# Multiphonon-assisted tunnel ionisation: curvature of the multiphonon weight, evaluated for the E3 trap in ZnO

## Problem

A deep centre of thermal depth $\varepsilon_T$ lies in the space-charge region of a Schottky diode, in a locally uniform field $F$. It is neutral once the electron has left. The semiclassical adiabatic theory of Karpus and Perel (1986) gives for the emission rate

$$\frac{e(F)}{e(0)}=\exp\frac{F^2}{F_c^2},\qquad F_c^2=\frac{3m\hbar}{q^2\tau_2^3},\qquad \tau_2=\frac{\hbar}{2kT}\pm\tau_1, \tag{1}$$

with plus for weak electron-lattice coupling and minus for autolocalised centres. (a) Derive (1) and name the step in which the lattice exponent is linearised in the electron energy. (b) Find the exponent without linearisation for two displaced parabolas. (c) Derive the first correction to $\ln[e(F)/e(0)]$. (d) Evaluate it for E3 in ZnO. (e) Find the effect on a fitted $\tau_2$. (f) Give the size of competing terms.

Conventions: $q>0$ is the elementary charge, $m$ the conduction-band mass, and $E$ the energy of the released electron, counted from the band edge at the site of the centre. An electron that tunnels out has $E=-\varepsilon<0$.

Data. Measured values: $m=0.24\,m_e$ (low temperature, as listed by Karazhanov 2005), $E_g=3.44$ eV (as listed by Miglio 2020), static dielectric constant along $c$ at fixed strain $\epsilon_s=8.91$ (room temperature, as listed by Wu 2005). Approximate inputs: $\varepsilon_T=0.30$ eV for E3, and $T=170$ K, typical of the range where its capacitance transients are recorded. Assumed model inputs: one effective mode with $\hbar\omega=40$ meV and Huang-Rhys factor $S=2$; net doping $5\times10^{16}$ cm$^{-3}$; total band bending 2 V.

## (a) Derivation and the place of the assumption [4 marks]

Let $U_1(Q)$ be the adiabatic potential of the lattice coordinate with the electron bound and $U_2(Q)+E$ that with the electron released at energy $E$. At total energy $\mathcal E$ the defect passes from the turning point $a_1$ of the first well to the turning point $a_2$ of the second through the crossing point $Q_c$. With

$$\mathcal S_1=\Big|\int_{a_1}^{Q_c}\!\sqrt{2M(U_1-\mathcal E)}\,dQ\Big|,\qquad \mathcal S_2=\Big|\int_{a_2}^{Q_c}\!\sqrt{2M(U_2+E-\mathcal E)}\,dQ\Big|,$$

the weight for release at energy $E$ is, to exponential accuracy,

$$\ln W(E)=\max_{\mathcal E}\Big[-\frac{\mathcal E}{kT}-\frac{2(\mathcal S_2\mp\mathcal S_1)}{\hbar}\Big]+\text{const}. \tag{2}$$

The upper sign holds when $Q_c$ lies on the same side of both minima (weak coupling), the lower when it lies between them (autolocalisation). Define the tunnelling times $\tau_i=-\partial\mathcal S_i/\partial\mathcal E>0$ at fixed $Q_c$. Stationarity of (2) in $\mathcal E$ gives $-1/kT+2(\tau_2\mp\tau_1)/\hbar=0$, which is the last relation in (1).

Differentiate (2) with respect to $E$. The shift of the optimal $\mathcal E$ drops out by stationarity. The shift of $Q_c$ drops out because the two integrands are equal there and enter with opposite signs. The explicit dependence of $\mathcal S_2$ remains, $\partial\mathcal S_2/\partial E=\tau_2$, so

$$-\frac{d\ln W}{dE}=\beta(E)=\frac{2\tau_2(E)}{\hbar}. \tag{3}$$

The assumption enters here: $\beta(E)$ is replaced by $\beta\equiv\beta(0)$, so that $W(E)=W(0)e^{-\beta E}$. The defect tunnelling time is taken to be the same for every electron energy that contributes.

The electron at $E=-\varepsilon$ crosses a triangular barrier with the WKB exponent $4\sqrt{2m}\,\varepsilon^{3/2}/(3\hbar qF)$. The maximum of $\beta\varepsilon-4\sqrt{2m}\,\varepsilon^{3/2}/(3\hbar qF)$ lies where $\beta=2\sqrt{2m\varepsilon}/(\hbar qF)$, that is, where the electron tunnelling time $\sqrt{2m\varepsilon}/(qF)$ equals $\tau_2$:

$$\varepsilon_m=\frac{q^2F^2\tau_2^2}{2m},\qquad g\equiv\frac{F^2}{F_c^2}=\frac{q^2F^2\tau_2^3}{3m\hbar}=\frac{\beta\varepsilon_m}{3}. \tag{4}$$

At the maximum the lattice gain is $3g$ and the barrier cost is $2g$, which leaves $g$. The logarithm of the rate is linear in $F^2$, whereas Poole-Frenkel lowering makes it linear in $\sqrt F$. Since $\varepsilon_m\propto F^2$, the linearisation must fail as the field grows.

## (b) The exponent for two displaced parabolas [4 marks]

Take $U_2=\tfrac12M\omega^2Q^2$ and $U_1=\tfrac12M\omega^2(Q+Q_0)^2-\varepsilon_T$, with $S\hbar\omega=\tfrac12M\omega^2Q_0^2$. Define

$$p(E)=\frac{\varepsilon_T+E}{\hbar\omega},\qquad x=\frac{\hbar\omega}{2kT},\qquad z=\frac{S}{\sinh x}.$$

Under the barrier the distance from a minimum grows as $a\cosh\omega\tau$, where $a$ is the classical amplitude. Put $A=\omega\tau_1$, $B=\omega\tau_2$ and let $a_1,a_2$ now denote amplitudes. At the crossing the positions and imaginary momenta match and the energies differ by $p\hbar\omega$:

$$a_1\cosh A-a_2\cosh B=Q_0,\quad a_1\sinh A=a_2\sinh B\equiv\kappa,\quad \frac{a_1^2-a_2^2}{Q_0^2}=\frac pS .$$

Then $Q_0=\kappa\sinh(B-A)/(\sinh A\sinh B)$ and $a_1^2-a_2^2=\kappa^2\sinh(B+A)\sinh(B-A)/(\sinh^2\!A\sinh^2\!B)$, so $p/S=\sinh(A+B)/\sinh(B-A)$. The optimal energy requires $B-A=x$. Hence $\sinh(A+B)=p/z$ and

$$2\omega\tau_2=x+\operatorname{arsinh}\frac pz,\qquad 2\omega\tau_1=\operatorname{arsinh}\frac pz-x. \tag{5}$$

For $p>S$ the second expression is positive. For $p<S$ it is negative and its modulus is the $\tau_1$ that carries the minus sign in (1), so (5) covers both cases. Because $x$ is held fixed, (5) already contains the readjustment of $\mathcal E$ to each $E$. Integration of (3) gives $\ln W=L(p)+\text{const}$ with

$$L(p)=-px+\sqrt{p^2+z^2}-p\operatorname{arsinh}\frac pz. \tag{6}$$

The quantum weight for net absorption of $p$ phonons is $e^{-S\coth x-px}I_p(z)$, and the uniform asymptotic form $I_p(z)\simeq(2\pi R)^{-1/2}\exp[R-p\operatorname{arsinh}(p/z)]$ with $R=\sqrt{p^2+z^2}$ reproduces (6). From here on $p$, $R$ and $b=\beta\hbar\omega=2\omega\tau_2$ refer to $E=0$. Since $L''=-1/R$,

$$\ln W(E)=\ln W(0)-\beta E-\frac{E^2}{2D^2}+\dots,\qquad D^2=(\hbar\omega)^2R. \tag{7}$$

The sign of the new term is general. If $K(s)=\ln\int W e^{sE}dE$, the saddle-point inversion gives $\ln W\simeq K(s)-sE$ with $K'(s)=E$, so $d^2\ln W/dE^2=-1/K''(s)$, and $K''$ is a variance. Physically, a shallower effective depth $\varepsilon_T-\varepsilon$ shortens $\tau_2$, and each further meV of electron tunnelling depth buys less lattice gain. For $z\ll p$, $D^2\simeq\hbar\omega\,\varepsilon_T$, independent of $S$ and $T$.

## (c) The first correction [5 marks]

**Exponential accuracy.** A small term added to a function changes its maximum, to first order, by the value of the term at the unperturbed maximum. With $E=-\varepsilon_m=-3g/\beta$,

$$\delta_{\rm sp}=-\frac{\varepsilon_m^2}{2D^2}=-\frac92\eta g^2,\qquad \eta=\frac1{\beta^2D^2}=\frac{1}{b^2R}. \tag{8}$$

This term is proportional to $F^4$, and $\delta_{\rm sp}/g=-(3/2b)\,\varepsilon_m/(\hbar\omega R)$. For $z\ll p$ the expansion parameter is $\varepsilon_m/\varepsilon_T$, reduced by $3/(4\omega\tau_2)$.

**Including the spread of electron energies.** At $g$ of order one the saddle is broad and a model of the prefactor is needed. Take a short-range coupling whose matrix element depends on neither $E$ nor $F$. The golden rule gives $e(F)\propto\int\rho_F(E)W(E)\,dE$, where $\rho_F$ is the local density of band states at the centre. For exponential $W$ the integral is $Z(\beta)=\langle0|e^{-\beta H}|0\rangle$ with $H=T+V$, $T=\hat{\mathbf p}^2/2m$, $V=qF\zeta$, and $\zeta$ the coordinate along the field. The commutators are $[T,V]=-i\hbar qF\hat p_\zeta/m$, $[T,[T,V]]=0$ and $[V,[T,V]]=\hbar^2q^2F^2/m$, a number, so the symmetric Baker-Campbell-Hausdorff series ends:

$$e^{-\beta H}=e^{\lambda\beta^3}e^{-\beta V/2}e^{-\beta T}e^{-\beta V/2},\qquad \lambda=\frac{\hbar^2q^2F^2}{24m}.$$

At the origin $V=0$, hence

$$Z(\beta)=\Big(\frac{m}{2\pi\hbar^2\beta}\Big)^{3/2}e^{\lambda\beta^3},\qquad\lambda\beta^3=g. \tag{9}$$

In this model (1) holds with prefactor exactly one as long as $W$ is exponential, so every departure comes from the shape of $W$. To first order the last term of (7) multiplies the rate by $1-\langle E^2\rangle_F/2D^2$, the average being taken with weight $\rho_Fe^{-\beta E}$. From (9),

$$\beta\langle E\rangle=-\beta\,\partial_\beta\ln Z=\tfrac32-3g,\qquad \beta^2\operatorname{Var}E=\beta^2\partial_\beta^2\ln Z=\tfrac32+6g,$$

so $\beta^2\langle E^2\rangle_F=9g^2-3g+\tfrac{15}{4}$. The constant is the zero-field value and cancels in the ratio:

$$\boxed{\ln\frac{e(F)}{e(0)}=g+\delta_1,\qquad \delta_1=-\frac{3\eta}{2}\,g\,(3g-1)} \tag{10}$$

The $g^2$ term is (8) and does not depend on the prefactor model. The term $+\tfrac32\eta g$ does depend on it; it is linear in $F^2$ and only rescales $F_c$. The correction vanishes at $F=F_c/\sqrt3$ and is negative above.

**Test of the order kept.** At exponential accuracy the full exponent (6) can be used. With $\varepsilon=u\varepsilon_m$ and $p'=p-3gu/b$ the saddle condition and its value are

$$x+\operatorname{arsinh}\frac{p'}{z}=b\sqrt u,\qquad \delta_{\rm full}=L(p')-L(p)-2gu^{3/2}-g. \tag{11}$$

Comparison of $\delta_{\rm full}$ with $\delta_{\rm sp}$ measures the higher orders.

## (d) Numbers for E3 in ZnO [4 marks]

The field at the metal of a $c$-plane diode is $\sqrt{2qN V/\epsilon_s\epsilon_0}=202$ kV/cm for the stated doping and band bending, and it falls linearly to zero at the edge of the depletion region. Fields of 100 to 200 kV/cm are therefore the upper part of the available range.

Lattice quantities: $kT=14.65$ meV, $x=1.365$, $\sinh x=1.831$, $z=1.092$, $p=7.5$, $R=7.579$, $\operatorname{arsinh}(p/z)=2.625$, $b=3.990$. Since $p>S$ the plus sign applies. Then $\beta=99.8$ eV$^{-1}$, $\hbar/2kT=22.5$ fs, $\tau_1=10.4$ fs, $\tau_2=32.8$ fs and $F_c=87.3$ kV/cm. The curvature parameters are $D=110$ meV, $b^2R=120.7$ and $\eta=8.29\times10^{-3}$. These intermediate values carry more figures than the inputs justify so that the arithmetic can be followed. Equation (8) reads $\delta_{\rm sp}/g=-0.376\,\varepsilon_m/(303\ \text{meV})$, and $\delta_1$ changes sign at 50 kV/cm.

| $F$ (kV/cm) | $g$ | $\varepsilon_m$ (meV) | $u\varepsilon_m$ (meV) | $\delta_{\rm sp}$ | $\delta_{\rm full}$ | $\delta_1$ | $\lvert\delta_1\rvert/g$ (%) |
|---|---|---|---|---|---|---|---|
| 100 | 1.31 | 39.5 | 37 | −0.064 | −0.063 | −0.048 | 3.7 |
| 150 | 2.95 | 88.9 | 76 | −0.33 | −0.31 | −0.29 | 9.8 |
| 200 | 5.25 | 158 | 121 | −1.03 | −0.93 | −0.96 | 18 |

At 100 kV/cm the correction is a few per cent of the exponent and of the rate. At 200 kV/cm it multiplies the rate by $e^{\delta_1}=0.38$. There $\varepsilon_m$ is about half of $\varepsilon_T$, yet the first-order saddle term overshoots the full one by only 0.10. Direct integration of $\rho_Fe^{L}$, with $\rho_F\propto\pi[\mathrm{Ai}'^2(-y)+y\,\mathrm{Ai}^2(-y)]$, $y=E/\hbar\theta$ and $(\hbar\theta)^3=\hbar^2q^2F^2/2m$, departs from (10) by less than 0.01 at 100 kV/cm and less than 0.15 at 200 kV/cm.

The mode energy matters more than the higher orders. For coupling to the LO phonon, with the approximate energy 72 meV and an assumed $S=1$: $b=6.335$, $\tau_2=29.0$ fs, $b^2R=167$, and at 200 kV/cm $g=3.60$, $\delta_1=-0.32$, which is 8.8 % of $g$. For these two modes the correction at the top of the field range is between about a tenth and a fifth of the exponent.

## (e) Effect on a fitted tunnelling time [1 mark]

A straight line of $\ln e$ against $F^2$ through two fields has, by (10), a slope reduced by the fraction $\tfrac\eta2[9(g_1+g_2)-3]$. Between 100 and 200 kV/cm this is 23 % for the 40 meV mode; the $\delta_{\rm full}$ column gives 22 %. Since the slope is proportional to $\tau_2^3$, the apparent $\tau_2$ is 30.1 fs in place of 32.8 fs, low by 8 %. After subtraction of $\hbar/2kT$ the apparent $\tau_1$ is 7.6 fs in place of 10.4 fs, low by 27 %. The sign of $\tau_2-\hbar/2kT$, which distinguishes weak coupling from autolocalisation, survives in this example, but the bias is always toward smaller $\tau_2$ when $g_1+g_2>1/3$. It can be avoided by fitting $\ln e$ with an $F^4$ term, whose coefficient gives $D$ through (8).

## (f) Competing terms [2 marks]

**Smooth prefactors of $W$.** The factor $R^{-1/2}$ of the Bessel function adds $p/2R^2$ to $b$, a rise of 1.6 % in $\beta$ and 5.0 % in $g$, which a fitted $\tau_2$ absorbs. It lowers the curvature $1/R$ by $(p^2-z^2)/2R^4$, or 6.3 %. At fixed field $\delta_{\rm sp}\propto\beta^4/D^2$, and the 6.7 % rise of $\beta^4$ nearly cancels this. A matrix element squared varying as $(\varepsilon_T+E)^{-n}$ would lower the curvature by the fraction $nD^2/\varepsilon_T^2$, which is 13 % per unit of $n$.

**Non-parabolicity.** With the two-band relation $\hbar^2k^2/2m=-\varepsilon(1-\varepsilon/E_g)$ in the gap, the barrier exponent is $(2/qF)\int_0^\varepsilon|k|\,d\varepsilon'$, which is the parabolic value times $1-3\varepsilon/10E_g$. As the parabolic value at the saddle is $2g$, the change of $\ln e$ is $+\tfrac35g\,\varepsilon_m/E_g$. This is also an $F^4$ term, of opposite sign, and its ratio to $|\delta_{\rm sp}|$ is $2\beta D^2/5E_g=0.14$ at any field. With the previous item it limits the coefficient of $F^4$ to about one significant figure.

**Discrete phonon energies.** For a strictly dispersionless mode the integral over $E$ is a sum with spacing $\hbar\omega$. With exponential $W$, Poisson summation adds terms $Z(\beta+2\pi ij/\hbar\omega)$ with integer $j\neq0$. For $j=\pm1$ the modulus relative to $Z(\beta)$ is $[1+(2\pi/b)^2]^{-3/4}\exp[-3g(2\pi/b)^2]$. The first factor is 0.39, and the second is $5.7\times10^{-5}$ at 100 kV/cm. Discreteness can thus shift $\ln e(0)$ by an amount of order one unless phonon dispersion smooths it, but it leaves the curvature of the plot above 100 kV/cm untouched. The $F^4$ term should be read from the high-field points alone, with a free intercept.

**Charge of the empty centre.** All of the above needs a centre that is neutral after emission. If E3 is a donor that is left singly positive, the potential $-q^2/(4\pi\epsilon_s\epsilon_0r)-qFr$ along the field has its top lowered by $\Delta=\sqrt{q^3F/\pi\epsilon_s\epsilon_0}$, which is 80 meV at 100 kV/cm and 114 meV at 200 kV/cm. Release at $E=-\Delta$ then meets no barrier in that direction, and its linearised lattice gain $\beta\Delta$ is 8.0 and 11.3, against $g=1.31$ and 5.25. Less than full static screening would raise these values. In that case the Coulomb term exceeds both $g$ and $\delta_1$, equation (1) does not describe this field range, and the curvature of $W$ has to be evaluated at the larger depth that the Coulomb barrier selects. A downward bend of $\ln e$ against $F^2$ can be assigned to (10) only after the charge state is known, because a $\sqrt F$ contribution bends that plot in the same direction.